## Depolarising field in a core–shell particle: limits and scaling

### Model and solution

A ferroelectric sphere of radius $R$ carries a uniform soft-mode polarisation $P\hat{\mathbf z}$. All other polarisability of the core is collected in a background permittivity $\varepsilon_b$, so that $\mathbf D=\varepsilon_0\varepsilon_b\mathbf E+\mathbf P$ for $r<R$. A linear dielectric shell of permittivity $\varepsilon_s$ fills $R<r<R_2=R+t$, and free charge at $R_2$ holds the potential there at zero. Permittivities are relative and isotropic, formulas are in SI form, and no free charge sits at $r=R$.

The bound surface charge $P\cos\theta$ excites only the dipolar solutions of Laplace's equation,

$$\phi_{\rm in}=-Er\cos\theta,\qquad \phi_{\rm sh}=\left(Ar+\frac{B}{r^2}\right)\cos\theta .$$

The condition at $R_2$ gives $A=-B/R_2^3$. With $v=(R/R_2)^3$, continuity of $\phi$ at $R$ gives $B=-ER^3/(1-v)$. Continuity of the normal displacement reads $\varepsilon_0\varepsilon_bE+P=\varepsilon_0\varepsilon_s(2B/R^3-A)=\varepsilon_0\varepsilon_s(2+v)B/R^3$. Eliminating $B$,

$$E=-\frac{P}{\varepsilon_0\varepsilon_{\rm eff}},\qquad \varepsilon_{\rm eff}=\varepsilon_b+\varepsilon_s\,s(v),\qquad s(v)=\frac{2+v}{1-v}=2+\frac{3v}{1-v}.$$

The field in the core is uniform and opposes $P$. The field energy is $\tfrac12\varepsilon_0\varepsilon_bE^2V$ in the core of volume $V$ and $\tfrac12\varepsilon_0\varepsilon_s sE^2V$ in the shell, the second by integrating $|\nabla\phi_{\rm sh}|^2$. The sum is $P^2V/(2\varepsilon_0\varepsilon_{\rm eff})$, and the charge reservoir at zero potential does no work. Adding this to the Landau density $f=\tfrac12\alpha P^2+\tfrac14\beta P^4$ with $\alpha=(T-T_0)/(\varepsilon_0C)$, the convention in which the bulk paraelectric permittivity is $\varepsilon_b+C/(T-T_0)$, replaces $\alpha$ by

$$\alpha^*=\alpha+\frac{1}{\varepsilon_0\varepsilon_{\rm eff}},\qquad T_0^*=T_0-\frac{C}{\varepsilon_{\rm eff}} .$$

For $\beta>0$ the uniform polar state exists when $\alpha^*<0$.

### Dimensionless groups

The field can depend on $P$, $\varepsilon_0$, $R$, $R_2$, $\varepsilon_b$ and $\varepsilon_s$. The only field these supply is $P/\varepsilon_0$, and the two lengths enter through their ratio. Two structural facts sharpen this. The problem is linear, so $E\propto P$. The vacuum permittivity occurs only in the products $\varepsilon_0\varepsilon_b$ and $\varepsilon_0\varepsilon_s$, so multiplying both permittivities by a factor divides the field by it. Hence

$$\frac{\varepsilon_0\varepsilon_sE}{P}=-\frac{1}{\varepsilon_b/\varepsilon_s+s(v)},$$

a function of one contrast and one shape parameter. The Landau expansion adds the reduced undercooling $\Delta T/C$, with $\Delta T=T_0-T$, and the stability condition is $\varepsilon_{\rm eff}>C/\Delta T$, or

$$s(v)>S\equiv\frac{C/\Delta T-\varepsilon_b}{\varepsilon_s}.$$

No absolute length appears. A size effect exists only if a second length is held fixed while $R$ changes: the shell thickness $t$, a screening length, or a length from gradient or surface energies. At $v=0$ the electrostatic model has no second length, and a uniformly polarised sphere of any size feels the same field.

### Shell thickness

Let $x=t/R$, so that $s=2+3/[(1+x)^3-1]$.

**Thick shell.** For $v\ll1$, $s=2+3v+3v^2+\dots$ and

$$E=-\frac{P}{\varepsilon_0(\varepsilon_b+2\varepsilon_s)}\left[1-\frac{3\varepsilon_s}{\varepsilon_b+2\varepsilon_s}\,v+O(v^2)\right].$$

The leading term is the unscreened sphere in an infinite matrix, and it reduces to $-P/3\varepsilon_0$ for $\varepsilon_b=\varepsilon_s=1$. The correction falls as the cube of $R/R_2$ because the screening charge answers the dipole with the uniform field $-A=B/R_2^3$. Its coefficient never exceeds $3/2$.

**Thin shell.** For $x\ll1$,

$$s=\frac1x+1+\frac{2x}{3}-\frac{x^2}{3}+\dots$$

If also $\varepsilon_s/x\gg\varepsilon_b$, then $E\simeq-Pt/(\varepsilon_0\varepsilon_sR)$ and

$$\alpha^*\simeq\alpha+\frac{t}{\varepsilon_0\varepsilon_sR}\left[1-\frac tR\left(1+\frac{\varepsilon_b}{\varepsilon_s}\right)\right].$$

At leading order the shell enters only through the length $\lambda=t/\varepsilon_s$, its inverse capacitance per area in units of $1/\varepsilon_0$. A short-circuited film of thickness $d$ with a layer $t$ on each face obeys $Ed+2E_st=0$ and $\varepsilon_0\varepsilon_bE+P=\varepsilon_0\varepsilon_sE_s$, which gives $\varepsilon_{\rm eff}=\varepsilon_b+\varepsilon_sd/2t$. The thinly coated sphere is thus a film with $d=2R$, and curvature first appears as the extra $+1$ in $s$. At $x=0.1$ the exact value is $s=11.06$, against 10 from the leading term and 11 with the first correction.

**Crossover.** The screening part $3v/(1-v)$ equals the unscreened part 2 at $v=2/5$, which is $t/R=0.36$. It has fallen to a tenth of it at $v=1/16$, or $R_2/R=2.52$. A screening surface more than about one and a half radii from the particle is therefore ineffective, and one nearer than about a third of the radius dominates the shell term.

### Permittivity contrast

For $\varepsilon_ss\gg\varepsilon_b$ the field is $-P/(\varepsilon_0\varepsilon_ss)$ times $1-\varepsilon_b/(\varepsilon_ss)+\dots$. The background permittivity drops out and nearly all the field energy lies outside the core. For $\varepsilon_ss\ll\varepsilon_b$ the field tends to $-P/(\varepsilon_0\varepsilon_b)$ with relative correction $-\varepsilon_ss/\varepsilon_b$. This is the open-circuit slab value, with $D=0$ in the core: surroundings that carry no displacement make the shape irrelevant. It is also the upper bound on $|E|$ for any shell. The crossover lies at $\varepsilon_ss=\varepsilon_b$, where the two regions store equal energy. For a thin shell this means $t/R\simeq\varepsilon_s/\varepsilon_b$, which lies in the thin regime only if $\varepsilon_s\ll\varepsilon_b$. At $v=0$ it means $\varepsilon_s=\varepsilon_b/2$.

### Critical radius at fixed shell thickness

Setting $s=S$ gives $(1+x)^3=(S+1)/(S-2)$, so

$$R_c=\frac{t}{\left(\dfrac{S+1}{S-2}\right)^{1/3}-1}\qquad(S>2),$$

and the uniform state exists for $R>R_c$. For large $S$,

$$R_c=t\left[S-1-\frac{2}{3S}+\dots\right]=\frac{Ct}{\varepsilon_s\Delta T}-t\left(1+\frac{\varepsilon_b}{\varepsilon_s}\right)+\dots$$

The leading term $C\lambda/\Delta T$ diverges as $T\to T_0$ and always overestimates $R_c$. To this leading order $P^2=P_\infty^2(1-R_c/R)$, with $P_\infty$ the bulk value. As $S\to2^+$ the radius collapses as $R_c\simeq t[(S-2)/3]^{1/3}$. For $S\le2$, that is for

$$\varepsilon_s\ge\varepsilon_s^*=\tfrac12\left(\frac{C}{\Delta T}-\varepsilon_b\right),$$

the uniform state survives at every radius without any screening.

Take approximate inputs for BaTiO$_3$: $C=1.5\times10^5$ K, $T_0=390$ K, $\varepsilon_b=7$, and $P=0.26$ C m$^{-2}$ at 300 K. Then $\Delta T=90$ K, $C/\Delta T=1667$ and $\varepsilon_s^*=830$. The model's critical radii in nm for $t=1$ nm follow. The digits serve to compare the approximations and exceed the accuracy of the inputs.

| $\varepsilon_s$ | $Ct/(\varepsilon_s\Delta T)$ | $t(S-1)$ | exact |
|---|---|---|---|
| 3.9 | 427 | 425 | 425 |
| 20 | 83.3 | 82.0 | 82.0 |
| 300 | 5.56 | 4.53 | 4.40 |
| 600 | 2.78 | 1.77 | 1.43 |

The leading formula is adequate while it predicts $R_c\gg t$, and it is off by almost a factor of two in the last row.

### The unscreened particle in a polymer or glass

For $v=0$ take typical matrix permittivities of 2.5 (non-polar polymer), 3.9 (silica), 10 (polar polymer) and 20 (high-permittivity glass). The table gives the model's field at frozen $P$, the energy $P^2a^3/(2\varepsilon_0\varepsilon_{\rm eff})$ per cell of approximate edge $a=0.40$ nm, and the shift of $T_0$.

| $\varepsilon_s$ | $\varepsilon_{\rm eff}$ | field magnitude (V/nm) | energy (meV/cell) | $C/\varepsilon_{\rm eff}$ ($10^3$ K) |
|---|---|---|---|---|
| 2.5 | 12 | 2.45 | 127 | 12.5 |
| 3.9 | 14.8 | 1.98 | 103 | 10.1 |
| 10 | 27 | 1.09 | 56 | 5.6 |
| 20 | 47 | 0.62 | 32 | 3.2 |

Non-polar polymers and silica lie near the contrast crossover $\varepsilon_b/2=3.5$, so neither contrast limit applies to them. In silica 53 per cent of the field energy is in the matrix. The poorly defined $\varepsilon_b$ matters accordingly: a range of 5 to 10 moves $\varepsilon_{\rm eff}$ in silica from 12.8 to 17.8, and two figures are all that the table can claim for a material.

The conclusion does not depend on such details. The fourth-order well depth $|\alpha|P^2/4$ is 0.46 meV per cell. A sixth-order expansion changes it by a factor of order one, while the depolarising energy in silica is 225 times larger. The shifts exceed $T_0$ by factors of 8 and more. Even the Curie–Weiss line extrapolated to 0 K gives $C/T_0=385$ and $\varepsilon_s^*=189$. A uniformly polarised, unscreened particle with this Curie constant is unstable in any ordinary polymer or glass, at every radius and temperature.

The controlling number is $C/T_0$. With illustrative values typical of hydrogen-bonded order–disorder ferroelectrics, $C=3\times10^3$ K, $T_0=120$ K and $\varepsilon_b=5$, one finds $C/T_0=25$ and $\varepsilon_s^*=10$ at 0 K. Silica still suppresses the uniform state, with a shift of 234 K, but the glass with $\varepsilon_s=20$ shifts $T_0$ by 67 K and leaves the model a transition at 53 K.

The same criterion appears in the dielectric response. A core held at $P=0$ has the permittivity $\varepsilon_i=\varepsilon_b+C/(T-T_0)$, and a far field $E_0$ induces in the matrix the potential $KE_0R^3\cos\theta/r^2$ with $K=(\varepsilon_i-\varepsilon_s)/(\varepsilon_i+2\varepsilon_s)$. The pole $\varepsilon_i=-2\varepsilon_s$, the Fröhlich condition taken at zero frequency, is exactly $\alpha^*=0$. At $T_0$ the permittivity diverges and changes sign, but $K$ passes smoothly through the conducting-sphere value 1. At 300 K the oxide inputs give $\varepsilon_i=-1660$ and $K=1.007$ in silica. The matrix stabilises a core of negative permittivity against uniform polarisation, and the Curie peak is invisible from outside.

### How far the unscreened limit extends

**Concentration.** On the surface $R_2$ the solution has $\phi=0$ and the normal displacement $D_0\cos\theta$, with $D_0=3\varepsilon_svP/[(1-v)\varepsilon_b+(2+v)\varepsilon_s]$. These are the boundary values of a uniform medium with zero field and displacement $D_0$. Coated spheres of equal $v$, graded in size to fill space and all polarised alike, therefore fit together without disturbing each other (Hashin's composite-sphere assemblage). In that geometry $v$ is the filler fraction of a poled, short-circuited composite. In silica the field falls initially as $1-0.79v$, and at $v=0.5$ the value $\varepsilon_{\rm eff}=26.5$ is still small. Stability needs $v>(S-2)/(S+1)=0.993$ for $S=426$, which is a ceramic with thin grain boundaries.

**Time.** A matrix conductivity $\kappa$ deposits free charge $\sigma\cos\theta$ on the interface. Gauss's law replaces $P$ by $P+\sigma$, and the radial field just outside the pole is $-2E$, so $\dot\sigma=2\kappa E$. The field decays with $\tau=\varepsilon_0(\varepsilon_b+2\varepsilon_s)/2\kappa$, independent of $R$. An assumed ohmic $\kappa=10^{-14}$ S/m gives $6.6\times10^3$ s in silica. The pole field at frozen $P$ would be 4.0 V/nm, above the dielectric strength of order 1 V/nm typical of thin silica, so conduction would not be ohmic and $\tau$ is an upper estimate.

**Mobile ions.** In a matrix with Debye length $\lambda_D$ the linearised exterior potential is proportional to $e^{-r/\lambda_D}(1+r/\lambda_D)\cos\theta/r^2$. Its logarithmic derivative at $R$ gives $s=2+y^2/(1+y)$ with $y=R/\lambda_D$. For small $y$ the correction to the unscreened value is $y^2$. For large $y$, $s=y+1+O(1/y)$, which matches the shell with $t=\lambda_D$ through two orders. The linear form needs $e|E|R\ll k_BT$, whereas at frozen $P$, $R=5$ nm and 300 K the ratio is $3.8\times10^2$ in silica. It is valid near a continuous transition, where $P\to0$. Full screening at this radius takes $\pi R^2P/e=127$ elementary charges on each hemisphere.

**Band gap.** The potential drop along the polar diameter is $2R|E|$, or 20 V at $R=5$ nm in silica. It exceeds an approximate gap $E_g=3.2$ eV once $R>E_g/(2e|E|)=0.8$ nm, beyond which electrons would cross from one pole to the other. If each transferred electron costs about $E_g$, complete self-screening costs $3PE_g/(4eR)$ per volume. This is linear in $P$ and does not shift $\alpha$. It drops below the well depth quoted above for $R$ larger than roughly 0.5 µm.

### Terms that compete with the depolarising shift

**Gradient energy.** Failure of the uniform state does not make the particle paraelectric. Add $\tfrac12g\sum_{ij}(\partial_iP_j)^2$ with one isotropic coefficient and the natural boundary condition $\partial_rP_j=0$. This introduces the length $\ell=\sqrt{\varepsilon_0g}$, equal to 0.030 nm for an order-of-magnitude $g=10^{-10}$ J m$^3$ C$^{-2}$. In a multiaxial ferroelectric the vortex $\mathbf P\propto j_1(kr)\sin\theta\,\hat{\boldsymbol\varphi}$ is free of divergence and tangent to the surface, so it creates no field for any $\varepsilon_s$ and $v$. Its Cartesian components obey $\nabla^2P_j=-k^2P_j$, and the boundary condition $j_1'(kR)=0$ gives $kR=z=2.08$. Its stiffness is $\alpha+gz^2/R^2$, so it lowers $T_0$ by $Cz^2\ell^2/R^2$. This is 23 K at $R=5$ nm, to be set against $10^4$ K for the uniform mode. It becomes unstable above

$$R_v=z\,\ell\,\sqrt{C/\Delta T}=2.5\ {\rm nm}.$$

Both modes are exact eigenmodes of the linearised problem, and the paraelectric state is unstable as soon as either is. The uniform mode is the softer of the two when $\varepsilon_{\rm eff}>R^2/(z\ell)^2$. Unscreened in silica this requires $R<z\ell\sqrt{\varepsilon_{\rm eff}}=0.24$ nm, less than one cell, so it never happens. For a thin shell it requires $R<R_\times=z^2\ell^2/\lambda$. With the leading $R_c$ one has $R_cR_\times=R_v^2$, so a window $R_c<R<R_\times$ opens only for $\lambda<z\ell\sqrt{\Delta T/C}=1.5\times10^{-3}$ nm. In the first three rows of the thin-shell table $R_c$ exceeds $R_v$, and particles between the two radii are polar but non-uniform. The linear analysis tells which pattern appears first, and the ground state far below the transition also depends on wall, anisotropy and elastic energies. A uniaxial crystal cannot form the vortex and splits into antiparallel domains instead.

**Stress.** A hydrostatic pressure $p$ adds $Q_hpP^2$ to the Gibbs density, so $\alpha$ rises by $2Q_hp$. A typical $Q_h=0.02$ m$^4$ C$^{-2}$ lowers $T_0$ by 53 K per GPa, negligible beside the unscreened shift. An interface stress $\mu$ gives $p=2\mu/R$, which scales as $1/R$ like the thin shell and acts as an added length $4\varepsilon_0Q_h\mu$. For an assumed $\mu=1$ N/m this is $7.1\times10^{-4}$ nm, or a shift of 106 K nm divided by $R$. It is negligible against $\lambda=0.26$ nm for the silica shell but amounts to 21 per cent of $\lambda$ for $\varepsilon_s=300$. It acts equally on both modes. With it the vortex condition becomes $\Delta T=575/R^2+106/R$, in K with $R$ in nm, and $R_v$ moves to 3.2 nm.

**First-order transition.** For $\beta<0$ with a sixth-order term, the shell still changes only $\alpha$, so the polar state is the stable one when $\alpha^*<\alpha(T_c)$, provided the higher coefficients are constant. The bulk transition temperature $T_c$ then replaces $T_0$. An approximate $T_c-T_0=10$ K lowers the leading $R_c$ for the silica shell from 427 to 385 nm.

The model's limit for polar order in an unscreened particle is thus a radius of about 3 nm, uncertain as $\sqrt g$. BaTiO$_3$ particles typically keep a polar distortion down to diameters between several and a few tens of nanometres. The vortex estimate lies at the low end of that range and may undershoot by a factor of a few. The uniform-state criterion errs in the other direction, by forbidding order at all sizes when $v=0$ and by more than a factor of ten in size for the silica shell.

### A buried polar grain in hafnium–zirconium oxide

For a hard ferroelectric whose polarisation responds linearly up to switching, the same formula holds with $P$ the zero-field polarisation and $\varepsilon_b$ replaced by the full small-signal permittivity $\varepsilon_i$. The criterion is then $|E|<E_c$, or $\varepsilon_{\rm eff}>P/(\varepsilon_0E_c)$. Take typical inputs for Hf$_{0.5}$Zr$_{0.5}$O$_2$: $P=0.2$ C m$^{-2}$, $\varepsilon_i=30$ and $E_c=0.1$ V/nm, so that $\varepsilon_{\rm eff}$ must exceed 226. An unscreened grain feels the model's field of 0.32 V/nm in non-polar hafnia with $\varepsilon_s\approx20$, and 0.60 V/nm in silica. The threshold matrix permittivity is 98. With $S=(226-30)/\varepsilon_s$, the screening surface must lie within $t/R=0.115$ for hafnia and 0.020 for silica, which for $R=5$ nm is 0.57 nm and 0.10 nm. The value of $P$ is a typical film remanence. A fully polar grain may carry about twice as much, which doubles the fields and roughly halves the allowed $t$. Grains in films about 10 nm thick typically reach from electrode to electrode and retain their polarisation, which is the thin-layer regime governed by $\lambda$. The unscreened numbers apply only to a grain enclosed on all sides by non-polar oxide, for times short against charge trapping at its boundary.